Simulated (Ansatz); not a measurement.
W: the change of energy above lowest point and pressure with volume scale

Results calculated with Ansatz 0.2.0, not measured. Free energy against uniform scaling of the volume at fixed shape and fractions; periodic cell, basis, potentials, k mesh and filling as listed.

The cell before it is scaled or strained (space group Fm-3m, No. 225):
```
CELL_PARAMETERS angstrom
0.00000 2.03000 2.03000
2.03000 0.00000 2.03000
2.03000 2.03000 0.00000
ATOMIC_POSITIONS crystal
W 0.00000 0.00000 0.00000
```

Settings of every row: functional PBEsol; dispersion none; potentials PAW; wave cutoff 500 eV; density cutoff 2000 eV; k mesh 12x12x12; k shift 0x0x0; occupations fermi dirac; smearing width 0.05 eV; spin none.

Limits: coarse k mesh, up to 40 meV an atom off; no spin-orbit coupling, which can matter with elements this heavy.

```
row  volume scale  V (Å³/atom)  energy above lowest point (meV/atom)  pressure (GPa)
  1           0.9       15.058                                  51.6           19.65
  2         0.925       15.476                                  13.6            9.68
  3          0.95       15.894                                     0            0.97
  4         0.975       16.313                                     ?               ?
  5             1       16.731                                  33.2          -13.06
  6         1.025       17.149                                    75          -18.82
  7          1.05       17.567                                 130.9          -23.87
  8         1.075       17.986                                 199.1          -28.25
  9           1.1       18.404                                 277.9          -32.06
```

Question: what energy above lowest point and pressure should row 4 give?

Worked fit of energy above lowest point. Take u = (V_r/V)^(2/3) − 1 with V_r = 16.94 Å³ an atom, which is twice the finite (Eulerian) strain; such expansions in the strain, on which the Birch-Murnaghan equation of state is built, carry the rest volume and the bulk modulus. The shown rows have u = 0.08168, 0.06211, 0.04341, 0.00831, -0.00814, -0.02394, -0.03916, -0.05376. Least squares give energy above lowest point = 52.23 − 2549 × u + 30839 × u² + 3317 × u³ meV/atom; a parabola predicts inner rows, each left out in turn, worse (root mean square 0.26 against 0.067 meV/atom). The rows lie off it by 0.0, -0.1, 0.0, 0.0, 0.0, 0.0, 0.0, 0.0. Its lowest point lies at u = 0.0411, or V = 15.95 Å³ an atom, and the curvature there gives the bulk modulus at fixed shape and fractions, B = (4/9)(1 + u)² E″(u)/V = 302 GPa. The withheld row has u = 0.02546, so the fit gives 52.23 − 2549 × (0.02546) + 30839 × (0.02546)² + 3317 × (0.02546)³ = 7.4 meV/atom.

The calculation gave 7.5 meV/atom. The fit lies 0.1 meV/atom (1.3 % of the value, 0.036 % of the column's range) below it, one unit of the last digit.

Worked fit of pressure. Take u = (V_r/V)^(2/3) − 1 with V_r = 16.94 Å³ an atom, which is twice the finite (Eulerian) strain; such expansions in the strain, on which the Birch-Murnaghan equation of state is built, carry the rest volume and the bulk modulus. The shown rows have u = 0.08168, 0.06211, 0.04341, 0.00831, -0.00814, -0.02394, -0.03916, -0.05376. Least squares give pressure = −16.065 + 347.85 × u + 995.2 × u² + 1211 × u³ GPa; a parabola predicts inner rows, each left out in turn, worse (root mean square 0.11 against 0.05 GPa). The rows lie off it by 0.00, 0.01, -0.04, 0.04, 0.01, -0.03, -0.02, 0.02. The pressure vanishes at u = 0.0411, or V = 15.95 Å³ an atom, and there the bulk modulus at fixed shape and fractions is B = −V dP/dV = (2/3)(1 + u) dP/du = 302 GPa. The withheld row has u = 0.02546, so the fit gives −16.065 + 347.85 × (0.02546) + 995.2 × (0.02546)² + 1211 × (0.02546)³ = -6.54 GPa.

The calculation gave -6.52 GPa. The fit lies 0.02 GPa (0.039 % of the column's range) below it; its largest miss of a shown row is 0.04 GPa.
